## The Voigt profile and its limits

### Premises and conventions

The absorption coefficient of a dilute gas near an isolated line is written $n\,S\,V(\nu)$, with $n$ the number density of absorbers, $S$ the integrated line strength per molecule and $\int V\,d\nu = 1$. Frequencies $\nu$ are ordinary frequencies (Hz), and Lorentz widths are half widths at half maximum (HWHM). Five premises fix $V$.

1. **Linear response, one resonance.** The radiation is weak, other lines are far away, and only $|\nu-\nu_0|\ll\nu_0$ is considered. The transition moment of a free molecule at rest oscillates as $e^{-2\pi i\nu_0 t}$. If $\phi(t)$ is the ensemble-averaged autocorrelation function of the moment seen by the wave, with this factor removed and $\phi(0)=1$, then
$$V(\nu)=2\,\mathrm{Re}\int_0^\infty \phi(t)\,e^{2\pi i(\nu-\nu_0)t}\,dt. \tag{1}$$
2. **Maxwell distribution.** The velocity component $v$ along the direction of propagation has the density $e^{-v^2/u^2}/(\sqrt\pi\,u)$, where $u=\sqrt{2kT/m}$ and $m$ is the mass of the absorber. The Doppler effect is kept to first order in $v/c$.
3. **Impact approximation.** Collisions are binary, instantaneous and uncorrelated, so that their number in a time $t$ follows a Poisson distribution with mean $\Gamma t$.
4. **Speed independence.** The rate $\Gamma$ and the effect of a collision on the internal state do not depend on the velocity of the absorber.
5. **Free flight.** The velocity of the absorber does not change during the time over which the oscillation stays coherent.

### The correlation function factorises

A molecule moving with $v$ along the wave sees the frequency $\nu(1-v/c)$, so it is resonant at $\nu=\nu_0(1+v/c)$ to first order. By premise 5 the shift is constant in time, and it contributes the factor $e^{-2\pi i\nu_0 (v/c)t}$ to $\phi$. Put $s=v/u$ and define the Doppler parameter
$$a=\nu_0\frac{u}{c}=\nu_0\sqrt{\frac{2kT}{mc^2}},$$
so that the factor is $e^{-2\pi i a s t}$.

Let each collision multiply the coherence by a complex number whose average is $q$, with $|q|\le1$; an inelastic collision that ends the oscillation contributes 0 to this average, and an elastic one a phase factor. Uncorrelated collisions give $q^N$ after $N$ events, and the Poisson average is
$$\sum_{N=0}^\infty e^{-\Gamma t}\frac{(\Gamma t)^N}{N!}\,q^N=e^{-\Gamma(1-q)t}\equiv e^{-2\pi(\gamma+i\delta)t}.$$
This defines the width $\gamma>0$ and the shift $\delta$. Both are proportional to $\Gamma$, hence to pressure at fixed temperature. Radiative decay adds a constant to $\gamma$. By premise 4 the collisional factor comes out of the velocity average, and the remaining integral is the Fourier transform of a Gaussian:
$$\phi(t)=e^{-2\pi(\gamma+i\delta)t}\int_{-\infty}^{\infty}\frac{e^{-s^2}}{\sqrt\pi}\,e^{-2\pi i a s t}\,ds=e^{-2\pi(\gamma+i\delta)t}\,e^{-\pi^2a^2t^2}. \tag{2}$$
In (1) the shift appears only in the combination $\nu-\nu_0-\delta$. From here on $\nu_0$ means the shifted centre, and $\Delta=\nu-\nu_0$. With
$$x=\frac{\Delta}{a},\qquad y=\frac{\gamma}{a},\qquad z=x+iy,\qquad \tau=2\pi a t,$$
the exponent in (1) becomes $-\tau^2/4-y\tau+ix\tau=-\tau^2/4+iz\tau$ and $2\,dt=d\tau/(\pi a)$, so that
$$V=\frac{1}{\pi a}\,\mathrm{Re}\,J(z),\qquad J(z)=\int_0^\infty e^{-\tau^2/4+iz\tau}\,d\tau. \tag{3}$$

### Convolution form and closed form

$J$ can be evaluated in two orders. In the first, $e^{-\tau^2/4}$ is left as the average of $e^{-is\tau}$ over the Maxwell density. For $y>0$ the double integral converges absolutely, so the time integral may be done first, and $\int_0^\infty e^{i(z-s)\tau}d\tau=i/(z-s)$ gives
$$J(z)=\frac{i}{\sqrt\pi}\int_{-\infty}^\infty\frac{e^{-s^2}}{z-s}\,ds. \tag{4}$$
Since $\mathrm{Re}\,[i/(z-s)]=y/[(x-s)^2+y^2]$, the substitution $\Delta'=as$ turns (3) into
$$V(\Delta)=\int_{-\infty}^{\infty}G(\Delta')\,L(\Delta-\Delta')\,d\Delta',\qquad G(\Delta)=\frac{e^{-\Delta^2/a^2}}{\sqrt\pi\,a},\qquad L(\Delta)=\frac{\gamma/\pi}{\Delta^2+\gamma^2}. \tag{5}$$
Each velocity class absorbs with a Lorentz shape about its own shifted centre, and the classes are weighted by the Doppler shape $G$, whose HWHM is $\gamma_D=a\sqrt{\ln2}$. Both $G$ and $L$ are positive, even and of unit area, so $V$ is too.

In the second order the square is completed: $-\tau^2/4+iz\tau=-(\tau/2-iz)^2-z^2$. With $\xi=\tau/2-iz$ the path starts at $-iz=y-ix$ and runs parallel to the real axis. The integrand $e^{-\xi^2}$ is entire and vanishes as $\mathrm{Re}\,\xi\to\infty$ at bounded $\mathrm{Im}\,\xi$, so the end of the path may be moved to the real axis, which is the definition $\mathrm{erfc}\,\xi_0=(2/\sqrt\pi)\int_{\xi_0}^\infty e^{-\xi^2}d\xi$. Then $J=2e^{-z^2}\int_{-iz}^{\infty}e^{-\xi^2}d\xi=\sqrt\pi\,w(z)$, where
$$w(z)=e^{-z^2}\,\mathrm{erfc}(-iz)$$
is the Faddeeva function. The Voigt profile is
$$V(\nu)=\frac{K(x,y)}{\sqrt\pi\,a},\qquad K(x,y)=\mathrm{Re}\;w(x+iy). \tag{6}$$
The shape depends on the single parameter $y$, and $a$ sets the scale. Differentiating the definition of $w$, with $\frac{d}{dz}\mathrm{erfc}(-iz)=(2i/\sqrt\pi)\,e^{z^2}$, gives
$$w'(z)=-2z\,w(z)+\frac{2i}{\sqrt\pi}. \tag{7}$$

### The peak

At $x=0$, $z=iy$, so $-z^2=y^2$ and $-iz=y$. The function is real there:
$$V(\nu_0)=\frac{f(y)}{\sqrt\pi\,a},\qquad f(y)=e^{y^2}\mathrm{erfc}(y). \tag{8}$$
This is the maximum, because $\mathrm{Re}\,J=\int_0^\infty e^{-\tau^2/4-y\tau}\cos(x\tau)\,d\tau$ and $\cos x\tau\le1$. Also $df/dy=-\pi^{-1/2}\int_0^\infty\tau\,e^{-\tau^2/4-y\tau}d\tau<0$: at fixed $a$ the peak falls monotonically with pressure.

### The Doppler limit, $y\ll1$

On the real axis, splitting $\mathrm{erfc}=1-\mathrm{erf}$ and integrating along the imaginary direction gives $w(x)=e^{-x^2}+(2i/\sqrt\pi)F(x)$, with Dawson's integral $F(x)=e^{-x^2}\int_0^xe^{t^2}dt$. Because $w$ is entire, $w(x+iy)=w(x)+iy\,w'(x)-\tfrac12y^2w''(x)+\dots$ From (7), $\mathrm{Re}[i\,w'(x)]=2x\,\mathrm{Im}\,w-2/\sqrt\pi$, and $\mathrm{Re}\,w''(x)$ is the second derivative of $e^{-x^2}$, namely $(4x^2-2)e^{-x^2}$. Hence
$$K=e^{-x^2}-\frac{2y}{\sqrt\pi}\,[1-2xF(x)]+y^2(1-2x^2)\,e^{-x^2}+O(y^3). \tag{9}$$
At fixed $x$, $V\to G$ as $y\to0$, and the peak is $f=1-2y/\sqrt\pi+y^2-\dots$ The first collisional correction is linear in pressure; it lowers the core and raises the wings.

### Expansion for large $|z|$

Let $g(\tau)=e^{-\tau^2/4}$. One integration by parts in (3) gives $J=(i/z)\,g(0)+(i/z)\int_0^\infty g'e^{iz\tau}d\tau$, and repeating it five times in all,
$$J=\sum_{j=0}^{4}\left(\frac iz\right)^{j+1}g^{(j)}(0)+\left(\frac iz\right)^5\int_0^\infty g^{(5)}e^{iz\tau}d\tau .$$
The odd derivatives vanish at 0, while $g''(0)=-\tfrac12$ and $g^{(4)}(0)=\tfrac34$. For $y\ge0$, $|e^{iz\tau}|\le1$, so the last integral is bounded by the constant $\int_0^\infty|g^{(5)}|d\tau$. Collecting it with the $j=4$ term,
$$w(z)=\frac{i}{\sqrt\pi}\left(\frac1z+\frac1{2z^3}\right)+\rho,\qquad|\rho|\le\frac{C}{|z|^5}, \tag{10}$$
with $C$ independent of $x$ and $y$. The real parts follow from $1/z^j=\bar z^{\,j}/|z|^{2j}$: $\mathrm{Re}(i/z)=y/|z|^2$ and $\mathrm{Re}(i/z^3)=y(3x^2-y^2)/|z|^6$. Therefore
$$K=\frac{y}{\sqrt\pi\,(x^2+y^2)}\left[1+\frac{3x^2-y^2}{2(x^2+y^2)^2}+\epsilon\right],\qquad|\epsilon|\le\frac{\sqrt\pi\,C}{y\,|z|^3}. \tag{11}$$
The prefactor divided by $\sqrt\pi a$ is exactly $L(\Delta)$. Two limits follow.

**Lorentz limit, $y\gg1$.** With $r=x^2/y^2$ the second term in the bracket is $(3r-1)/[2y^2(1+r)^2]$. Its magnitude never exceeds $1/(2y^2)$, since $(1+r)^2-(3r-1)=r^2-r+2>0$ and $(1+r)^2\ge1-3r$. As $|z|\ge y$, $|\epsilon|$ is at most of order $y^{-4}$. So $V\to L$ uniformly in frequency, and the largest leading correction is at the centre: $V(\nu_0)=(\pi\gamma)^{-1}[1-1/(2y^2)+\dots]$. Doppler motion enters only in second order.

**Far wing, $|x|\to\infty$ at fixed $y>0$.** Now $\epsilon$ falls as $|x|^{-3}$ for every positive $y$. Expanding $1/(x^2+y^2)=x^{-2}(1-y^2/x^2+\dots)$,
$$V=\frac{\gamma}{\pi\Delta^2}\left[1+\frac{\tfrac32a^2-\gamma^2}{\Delta^2}+\dots\right]\;\longrightarrow\;\frac{\gamma}{\pi(\nu-\nu_0)^2}. \tag{12}$$
The limit contains no trace of $a$. The wing is governed by short times, where $\phi$ starts linearly through the collisional factor and only quadratically through the Doppler factor. One consequence is that the second moment of $V$ diverges.

The bound on $\epsilon$ contains $1/y$, so the approach to (12) is not uniform as $y\to0$: at $y=0$ the profile is Gaussian at all $x$, and the limits $y\to0$ and $|x|\to\infty$ do not commute. Equation (9) shows where the change occurs. Dawson's integral obeys $F'=1-2xF$; inserting $F=1/(2x)+b/x^3$ and matching the $x^{-2}$ terms gives $b=\tfrac14$, so $1-2xF\simeq-1/(2x^2)$ and
$$K\simeq e^{-x^2}+\frac{y}{\sqrt\pi\,x^2}\qquad(y\ll1,\;x^2\gg1).$$
The two terms are equal at $x_c$ with $x_c^2-\ln x_c^2=\ln(\sqrt\pi/y)$. This gives $x_c=2.7$ for $y=10^{-2}$ and $x_c=3.5$ for $y=10^{-4}$. The crossing moves out only as the square root of a logarithm, so even a very thin gas has Lorentz wings a few Doppler widths from the centre.

### Range of validity

**Premise 1.** Far from the centre the absorption carries the factor $\nu\tanh(h\nu/2kT)$, which is proportional to $\nu^2$ for $h\nu\ll kT$ and was replaced by its value at $\nu_0$; the relative change is $2\Delta/\nu_0$. The resonance at $-\nu_0$ adds a relative $(\Delta/2\nu_0)^2$ to the wing. Collisional coupling to other lines replaces the numerator $\gamma$ of $L$ by $\gamma+Y\Delta$ in first order, where the dimensionless mixing coefficient $Y$ is proportional to pressure. The relative change $Y\Delta/\gamma$ does not vanish at low pressure. Unresolved or partly resolved structure (hyperfine, Zeeman) requires a sum of profiles (6).

**Premise 3.** A collision lasts a time $\tau_c$, and $\phi$ is exponential only for $t\gg\tau_c$. This needs $2\pi\gamma\tau_c\ll1$, and it confines the wing law (12) to $|\Delta|\ll1/(2\pi\tau_c)$, which is 0.16 THz for a typical $\tau_c$ of 1 ps.

**Premise 4.** Let $\gamma$ depend on the speed $|\mathbf v|$ as $\gamma+\gamma_2(\mathbf v^2/u^2-\tfrac32)$, and $y_2=\gamma_2/a$. At fixed $s$ the two transverse components contribute 1 to the mean of $\mathbf v^2/u^2$, so the first-order change of $y$ for that class is $y_2(s^2-\tfrac12)$. Since $(s^2-\tfrac12)e^{-s^2}=\tfrac14\,d^2e^{-s^2}/ds^2$, two integrations by parts in (4) give $\delta K=\tfrac14y_2\,\partial_y\partial_x^2K$. The real part of an analytic function is harmonic, $\partial_x^2K=-\partial_y^2K$, so at the centre
$$\delta K(0,y)=-\tfrac14\,y_2\,f'''(y). \tag{13}$$
The derivatives follow from $f'=2yf-2/\sqrt\pi$, $f''=2f+2yf'$, $f'''=4f'+2yf''$.

**Premise 5.** Collisions that change the velocity and leave the coherence intact average the Doppler shift (Dicke narrowing). In the hard-collision model such events occur at a rate $\beta$ and redraw the velocity from the Maxwell distribution. Sorting histories by the time $t'$ of the first event, with $\phi_0$ the function (2),
$$\phi(t)=e^{-\beta t}\phi_0(t)+\beta\int_0^te^{-\beta t'}\phi_0(t')\,\phi(t-t')\,dt'.$$
The one-sided transform turns the convolution into a product. With $\zeta=\beta/(2\pi a)$ the transform of $e^{-\zeta\tau}\phi_0$ is $\sqrt\pi\,w(z+i\zeta)$, and $K$ is replaced by
$$K_{\rm hc}=\mathrm{Re}\,\frac{w(z+i\zeta)}{1-\sqrt\pi\,\zeta\,w(z+i\zeta)}. \tag{14}$$
In this model the velocity autocorrelation is $(kT/m)e^{-\beta t}$, whose time integral is the diffusion coefficient $D$. If every velocity change preserved the coherence, $\beta$ would be $kT/(mD)$; this value serves as an upper estimate.

### Illustration: the 118 GHz line of O$_2$ in the mesosphere

The line is the magnetic-dipole transition between the fine-structure levels $J=0$ (lower) and $J=1$ (upper) of the rotational level $N=1$ in the $^3\Sigma_g^-$ ground state of $^{16}$O$_2$, whose nuclei have no spin. The given inputs are approximate or typical: $\nu_0=118.75$ GHz, $m=31.99$ u, $T=220$ K and $p=0.05$ hPa (conditions typical near 70 km), and an air-broadening coefficient of 1.7 MHz/hPa at 300 K scaling as $(300\,\mathrm K/T)^{0.8}$. Intermediate values are carried unrounded, and all results are those of the model.

The speed is $u=338$ m/s, so $a=134.0$ kHz and $\gamma_D=111.5$ kHz. The broadening coefficient at 220 K is 2.18 MHz/hPa, so $\gamma=109$ kHz and $y=0.813$. The two half widths would be equal at 0.051 hPa, so neither limit applies. Equation (8) gives $f=0.485$ and $V(\nu_0)=2.04$ MHz$^{-1}$, against 4.21 MHz$^{-1}$ for $G$ alone and 2.92 MHz$^{-1}$ for $L$ alone. Solving $K(x,y)=f/2$ numerically gives $x=1.35$, an HWHM of 181 kHz and a full width of 0.36 MHz. At $\Delta=1$ MHz, $x=7.47$ and $V=0.0352$ MHz$^{-1}$, while $\gamma/(\pi\Delta^2)=0.0347$ MHz$^{-1}$; the correction term in (12) is 1.5 %.

Most neglected terms are small. The coherence time $1/(2\pi\gamma)=1.5$ µs exceeds $\tau_c$ by six orders of magnitude. The mean second-order Doppler shift $\tfrac32\nu_0kT/mc^2$ is 0.1 Hz. The factor $\nu^2$ changes the wing by 1.7 % per GHz of detuning. A typical $|Y|$ of 0.04 per bar from coupling to the 60 GHz band, set against 1.7 GHz per bar, gives about 2 % per GHz. Both are negligible at MHz detunings, but they limit (12) to a few GHz, well before the impact approximation fails. A typical ratio $\gamma_2/\gamma=0.1$ with $f'''=-0.685$ in (13) raises the peak by 3 %. A typical $D=0.2$ cm$^2$/s at 300 K and 1013.25 hPa, scaled as $T^{1.75}/p$, becomes 0.24 m$^2$/s, so that $\beta/2\pi=39$ kHz and $\zeta=0.29$, and (14) raises the peak by 4 % on this upper estimate. The Voigt shape of a single component therefore holds to several per cent, and the third figure of the peak and width belongs to the model only. A line-of-sight wind of 50 m/s shifts the whole line by 20 kHz.

One effect exceeds both widths: the geomagnetic Zeeman splitting. The level $J=0$ has no first-order shift. For $J=1$, Hund's case (b) with $\mathbf J=\mathbf N+\mathbf S$ and $S=1$ gives
$$g_J=g_e\,\frac{J(J+1)+S(S+1)-N(N+1)}{2J(J+1)}=\frac{g_e}{2},$$
where $g_e\approx2.002$ is the magnitude of the electron spin $g$ factor and rotational and orbital corrections below one per cent are dropped. Only odd $N$ exist in $^{16}$O$_2$, so $J=1$ arises from $N=1$ alone and is not mixed with other $N$. The line splits into a $\pi$ component ($M=0$) at $\nu_0$ and $\sigma$ components ($M=\pm1$) at $\nu_0\pm\Delta_Z$, with $\Delta_Z=g_J\mu_BB/h$, or 14.0 kHz per µT. A typical mid-latitude field of 50 µT gives $\Delta_Z=0.70$ MHz, that is $x_Z=5.2$, which is 3.9 times the Voigt HWHM, so the triplet is resolved. Each component has the profile (6), with the same $a$ and, as an assumption, the same $\gamma$.

The weights follow from the equal strengths of the three $J=0\to1$ components. For propagation perpendicular to $\mathbf B$, a wave whose magnetic vector is parallel to $\mathbf B$ drives only $\pi$ and sees the profile computed above with the full strength $S$. A wave whose magnetic vector is perpendicular to $\mathbf B$ is an equal superposition of the two circular components about $\mathbf B$ and sees
$$\tfrac12\left[V(\Delta-\Delta_Z)+V(\Delta+\Delta_Z)\right].$$
At $\nu_0$ this equals $V(\Delta_Z)$, with $K(x_Z,y)=0.0173$, which is 3.6 % of the unsplit peak. For this polarisation a single unsplit Voigt profile overstates the absorption at $\nu_0$ by a factor of 28. For other directions the polarisations are coupled, and the dispersive part $\mathrm{Im}\,w$ enters the radiative transfer as well.

The model's full width of 0.36 MHz thus describes one Zeeman component of the absorption coefficient and understates the extent of the real mesospheric line. For typical geomagnetic fields of 25 to 60 µT the $\sigma$ components lie 0.35 to 0.84 MHz on either side of $\nu_0$, so the pattern typically covers one to two MHz, several times the width of a component, and on long limb paths the saturation of the optically thick cores widens the emission further.